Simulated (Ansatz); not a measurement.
## Rh: the change of pressure with volume per atom

All results are calculated (Ansatz 0.2.0 development build). Equation of state of a cubic crystal from periodic Kohn-Sham density functional theory without spin; pressure corrected for the finite basis.

Cell of the first row (space group Fm-3m, No. 225):
```
Rh
1.0
      0.0000     1.8629     1.8629
      1.8629     0.0000     1.8629
      1.8629     1.8629     0.0000
Rh
1
Direct
  0.00000 0.00000 0.00000
```

Settings of every row: formula Rh; structure type fcc; functional r2SCAN; spin treatment none; k mesh 15x15x15; occupation method fermi-dirac; occupation width 0.1 eV; wave cutoff 540 eV; datasets hand-made PAW; density cutoff ratio 4; xc grid level 2.

Limits: modest k-mesh, values are not fully converged in k; the SCF threshold is loose for a stress in some rows.

```csv
row,volume per atom (Å³),pressure (GPa),energy above lowest point (meV/atom)
1,12.931,19.935,47.47
2,13.352,8.698,10.26
3,13.774,?,?
4,14.196,-8.315,12.07
5,14.617,-14.668,42.59
```

Question: what pressure should row 3 give?

Worked fit of pressure. Take u = (V_r/V)^(2/3) − 1 with V_r = 13.774 Å³ an atom, which is twice the finite (Eulerian) strain; such expansions in the strain, on which the Birch-Murnaghan equation of state is built, carry the rest volume and the bulk modulus. The shown rows have u = 0.043, 0.02096, -0.01992, -0.03883. Least squares give pressure = −0.622 + 416.48 × u + 1423.4 × u² GPa; a straight line predicts inner rows, each left out in turn, worse (root mean square 1.4 against 0.092 GPa). The rows lie off it by 0.016, -0.035, 0.038, -0.020 (root mean square 0.029 GPa). The pressure vanishes at u = 0.0015, or V = 13.74 Å³ an atom, and there the bulk modulus at fixed shape and fractions is B = −V dP/dV = (2/3)(1 + u) dP/du = 281 GPa. The withheld row has u = 0, so the fit gives −0.622 + 416.48 × (0) + 1423.4 × (0)² = -0.622 GPa.

The calculation gave -0.613 GPa. The fit lies 0.009 GPa (1.5 % of the value, 0.026 % of the column's range) below it; its largest miss of a shown row is 0.038 GPa.

The other values of row 3: energy above lowest point 0 meV/atom.
